**Errors of first ionisation energies of six 4d atoms: uniform bias against two kinds of ionisation**

The table holds mean, mean absolute and largest errors against measured values for Nb, Mo, Tc, Ru, Rh and Cd, from PySCF with unrestricted determinants, aug-cc-pwCVTZ-PP and a scalar-relativistic core potential, at the levels LDA, PBE, PBE0, HF, MP2 and SCS-MP2. The program tests two uniform-bias baselines (a line in exact exchange, and largest error proportional to mean error), a fit-free model that separates loss of a lone 5s electron from the breaking of a 5s² pair, and a split of the MP2 contribution into opposite-spin and same-spin parts. PBE, PBE0 and MP2 subvalence are not one-signed, with Tc as the only or the main low case. The two-class model reproduces the mean signed errors to 0.07 eV rms, with half of the atoms as inputs; it misses HF by 0.11 eV and miscounts the high cases of PBE. The valence split gives 1.27 eV of opposite-spin correlation for Tc and none for Nb and Mo, which accounts for the opposite effects of spin-component scaling.

Calculated values. PySCF 2.14.0, one real unrestricted determinant at highest spin, aug-cc-pwCVTZ-PP with the scalar-relativistic core potential ECP28: first ionisation energies of six 4d atoms from total-energy differences. Errors are level less measured value (Nb 6.76, Mo 7.09, Tc 7.12, Ru 7.36, Rh 7.46, Cd 8.99 eV). Valence MP2 and SCS-MP2 freeze 4s and 4p; subvalence correlates them.

## The fit in Python

```python
# Table: error statistics (eV) of first ionisation energies of six 4d atoms vs measured values;
# PySCF, unrestricted determinants, aug-cc-pwCVTZ-PP, scalar-relativistic ECP, no spin-orbit.
# Tested: uniform-bias baselines, lone-5s vs 5s2-pair two-class model, OS/SS split of MP2.
T = {
    'level': ['LDA', 'PBE', 'PBE0', 'MP2 valence', 'SCS-MP2 valence', 'MP2 subvalence', 'SCS-MP2 subvalence', 'HF'],
    'rung': ['LDA', 'GGA', 'global hybrid', 'wave function', 'wave function', 'wave function', 'wave function', 'Hartree-Fock'],
    'exx_short': [0, 0, 25, None, None, None, None, 100],  # %
    'exx_long': [0, 0, 25, None, None, None, None, 100],  # %
    'mse': [0.6, 0.28, 0.0, -0.23, -0.39, 0.0, -0.21, -1.18],  # eV
    'mae': [0.6, 0.36, 0.2, 0.23, 0.39, 0.07, 0.21, 1.18],  # eV
    'worst': [0.75, 0.47, -0.41, -0.36, -0.66, -0.19, -0.37, -1.67],  # eV
    'where': ['Rh', 'Ru', 'Tc', 'Tc', 'Mo', 'Tc', 'Mo', 'Cd'],
    'high': [6, 5, 4, 0, 0, 4, 0, 0],
}
import numpy as np
L = list(T['level'])
mse, mae, wo = (dict(zip(L, map(float, T[c]))) for c in ('mse', 'mae', 'worst'))
hi = dict(zip(L, map(int, T['high']))); wh = dict(zip(L, T['where']))
xx = dict(zip(L, T['exx_short']))
ref = np.array([6.76, 7.09, 7.12])  # Nb, Mo, Tc references from the caption, eV
# further outputs of the same runs: ionisation energies of Nb, Mo, Tc in eV
IE = {'LDA': [7.464162, 7.779929, 7.312505], 'PBE': [7.197048, 7.520793, 6.882722],
      'PBE0': [6.926008, 7.242856, 6.713372], 'HF': [5.982357, 6.24068, 5.532868],
      'MP2 valence': [6.455352, 6.814626, 6.761993],
      'SCS-MP2 valence': [6.140022, 6.431996, 7.039871],
      'MP2 subvalence': [6.797687, 7.137726, 6.926228],
      'SCS-MP2 subvalence': [6.43454, 6.723987, 7.080025]}
Tc0 = {'r2SCAN': 6.563709, 'PBE': 6.882722, 'BP86': 7.132246, 'M06-L': 7.376108}
TcB3 = 7.243208  # B3LYP, Tc, further output
e = {l: np.array(IE[l]) - ref for l in L}
print('all energies in eV; rounding: table and refs +-0.005, low sum +-0.03, rest mean +-0.015')
D = [l for l in L if xx[l] is not None]
s, c = np.polyfit([float(xx[l]) for l in D], [mse[l] for l in D], 1)
print(f'A line mse = {c:.3f} {s:+.4f}*exx(%); LDA-PBE at 0%: {mse["LDA"]-mse["PBE"]:.2f}')
print('  residuals ' + ', '.join(f'{l} {mse[l]-c-s*float(xx[l]):+.2f}' for l in D))
print(f'  PBE0-PBE: mean {mse["PBE0"]-mse["PBE"]:+.2f}; Nb Mo Tc', np.round(e['PBE0']-e['PBE'], 2))
ext = 4*mse['PBE0'] - 3*mse['PBE']
print(f'  PBE->PBE0 extended to 100%: mse {ext:+.2f}, above HF by {ext-mse["HF"]:.2f} (+-0.04)')
print('  same, above HF, Nb Mo Tc', np.round(4*e['PBE0']-3*e['PBE']-e['HF'], 2))
one = [l for l in L if hi[l] in (0, 6)]
k = sum(wo[l]*mse[l] for l in one)/sum(mse[l]**2 for l in one)
print(f'B worst = k*mse, k = {k:.2f} (fit on one-signed rows only)')
print('  level: mae-|mse|, worst-k*mse, sum of low errors, n low, low sum beyond Nb/Mo/Tc')
for l in L:
    low = 3*(mae[l]-mse[l])
    print(f'  {l}: {mae[l]-abs(mse[l]):.2f}, {wo[l]-k*mse[l]:+.2f}, {-low:.2f}, {6-hi[l]},'
          f' {-low-np.minimum(e[l], 0).sum():+.2f}')
print('C errors Nb Mo Tc | Tc-lone | model mse (table-model) | mae (table-model) | high model/table')
print('  | worst kind model/table | inferred mean error of Ru,Rh,Cd')
res = {}
for l in L:
    a, p = e[l][:2].mean(), e[l][2]
    m, A = (4*a+2*p)/6, (4*abs(a)+2*abs(p))/6
    res[l] = mse[l]-m
    kp = 'pair' if abs(p) > abs(a) else 'lone'
    kt = 'pair' if wh[l] in ('Tc', 'Cd') else 'lone'
    print(f'  {l}: {e[l][0]:+.2f} {e[l][1]:+.2f} {p:+.2f} | {p-a:+.2f} | {m:+.2f} ({res[l]:+.2f}) |'
          f' {A:.2f} ({mae[l]-A:+.2f}) | {4*(a>0)+2*(p>0)}/{hi[l]} | {kp}/{kt} {wh[l]} |'
          f' {(6*mse[l]-e[l].sum())/3:+.2f}')
wl = max(res, key=lambda l: abs(res[l]))
print(f'  mse misfit rms {np.sqrt(np.mean(np.square(list(res.values())))):.2f}, worst {wl} {res[wl]:+.2f}')
print(f'  HF inferred mean of Ru,Rh {(6*mse["HF"]-e["HF"].sum()-wo["HF"])/2:+.2f} (+-0.03) vs Nb,Mo {e["HF"][:2].mean():+.2f}')
print('D MP2-HF, SCS-HF, SCS-MP2, OS, SS (factors 6/5, 1/3; SCS raises if OS/SS>3.33; mean +-0.02)')
OS = {}
for sc in ('valence', 'subvalence'):
    f = lambda l: list(e[l]) + [mse[l]]
    for n, h, m2, sm in zip(('Nb', 'Mo', 'Tc', 'mean6'), f('HF'), f('MP2 '+sc), f('SCS-MP2 '+sc)):
        OS[sc, n] = o = ((sm-h)-(m2-h)/3)/(1.2-1/3)
        print(f'  {sc} {n}: {m2-h:.3f} {sm-h:.3f} {sm-m2:+.3f} OS {o:+.3f} SS {m2-h-o:+.3f}')
d = e['MP2 subvalence']-e['MP2 valence']
print(f'E 4s4p shift MP2: mean {mse["MP2 subvalence"]-mse["MP2 valence"]:+.2f}; Nb Mo Tc', np.round(d, 2))
print('F Tc errors at 0% exx: ' + ', '.join(f'{n} {v-ref[2]:+.2f}' for n, v in Tc0.items()))
print(f'  spread {max(Tc0.values())-min(Tc0.values()):.2f}; B3LYP {TcB3-ref[2]:+.2f}, B3LYP-PBE0 {TcB3-IE["PBE0"][2]:.2f}')
assert all(abs(mae[l]-abs(mse[l])) < 0.011 for l in one)
assert abs(3*(mae['PBE']-mse['PBE']) + e['PBE'][2]) < 0.04
assert abs(OS['valence', 'Nb']) < 0.002 and abs(OS['valence', 'Mo']) < 0.002 and OS['valence', 'Tc'] > 1
assert mse['LDA'] > mse['PBE'] > mse['PBE0'] > mse['HF']
```

Printed output:

```
all energies in eV; rounding: table and refs +-0.005, low sum +-0.03, rest mean +-0.015
A line mse = 0.430 -0.0162*exx(%); LDA-PBE at 0%: 0.32
  residuals LDA +0.17, PBE -0.15, PBE0 -0.03, HF +0.01
  PBE0-PBE: mean -0.28; Nb Mo Tc [-0.27 -0.28 -0.17]
  PBE->PBE0 extended to 100%: mse -0.84, above HF by 0.34 (+-0.04)
  same, above HF, Nb Mo Tc [0.13 0.17 0.67]
B worst = k*mse, k = 1.42 (fit on one-signed rows only)
  level: mae-|mse|, worst-k*mse, sum of low errors, n low, low sum beyond Nb/Mo/Tc
  LDA: 0.00, -0.10, -0.00, 0, -0.00
  PBE: 0.08, +0.07, -0.24, 1, -0.00
  PBE0: 0.20, -0.41, -0.60, 2, -0.19
  MP2 valence: 0.00, -0.03, -1.38, 6, -0.44
  SCS-MP2 valence: 0.00, -0.11, -2.34, 6, -0.98
  MP2 subvalence: 0.07, -0.19, -0.21, 2, -0.02
  SCS-MP2 subvalence: 0.00, -0.07, -1.26, 6, -0.53
  HF: 0.00, +0.00, -7.08, 6, -3.87
C errors Nb Mo Tc | Tc-lone | model mse (table-model) | mae (table-model) | high model/table
  | worst kind model/table | inferred mean error of Ru,Rh,Cd
  LDA: +0.70 +0.69 +0.19 | -0.50 | +0.53 (+0.07) | 0.53 (+0.07) | 6/6 | lone/lone Rh | +0.67
  PBE: +0.44 +0.43 -0.24 | -0.67 | +0.21 (+0.07) | 0.37 (-0.01) | 4/5 | lone/lone Ru | +0.35
  PBE0: +0.17 +0.15 -0.41 | -0.57 | -0.03 (+0.03) | 0.24 (-0.04) | 4/4 | pair/pair Tc | +0.03
  MP2 valence: -0.30 -0.28 -0.36 | -0.07 | -0.31 (+0.08) | 0.31 (-0.08) | 0/0 | pair/pair Tc | -0.15
  SCS-MP2 valence: -0.62 -0.66 -0.08 | +0.56 | -0.45 (+0.06) | 0.45 (-0.06) | 0/0 | lone/lone Mo | -0.33
  MP2 subvalence: +0.04 +0.05 -0.19 | -0.24 | -0.04 (+0.04) | 0.09 (-0.02) | 4/4 | pair/pair Tc | +0.04
  SCS-MP2 subvalence: -0.33 -0.37 -0.04 | +0.31 | -0.24 (+0.03) | 0.24 (-0.03) | 0/0 | lone/lone Mo | -0.18
  HF: -0.78 -0.85 -1.59 | -0.77 | -1.07 (-0.11) | 1.07 (+0.11) | 0/0 | pair/pair Cd | -1.29
  mse misfit rms 0.07, worst HF -0.11
  HF inferred mean of Ru,Rh -1.10 (+-0.03) vs Nb,Mo -0.81
D MP2-HF, SCS-HF, SCS-MP2, OS, SS (factors 6/5, 1/3; SCS raises if OS/SS>3.33; mean +-0.02)
  valence Nb: 0.473 0.158 -0.315 OS -0.000 SS +0.473
  valence Mo: 0.574 0.191 -0.383 OS +0.000 SS +0.574
  valence Tc: 1.229 1.507 +0.278 OS +1.266 SS -0.037
  valence mean6: 0.950 0.790 -0.160 OS +0.546 SS +0.404
  subvalence Nb: 0.815 0.452 -0.363 OS +0.208 SS +0.607
  subvalence Mo: 0.897 0.483 -0.414 OS +0.213 SS +0.684
  subvalence Tc: 1.393 1.547 +0.154 OS +1.249 SS +0.144
  subvalence mean6: 1.180 0.970 -0.210 OS +0.665 SS +0.515
E 4s4p shift MP2: mean +0.23; Nb Mo Tc [0.34 0.32 0.16]
F Tc errors at 0% exx: r2SCAN -0.56, PBE -0.24, BP86 +0.01, M06-L +0.26
  spread 0.81; B3LYP +0.12, B3LYP-PBE0 0.53
```
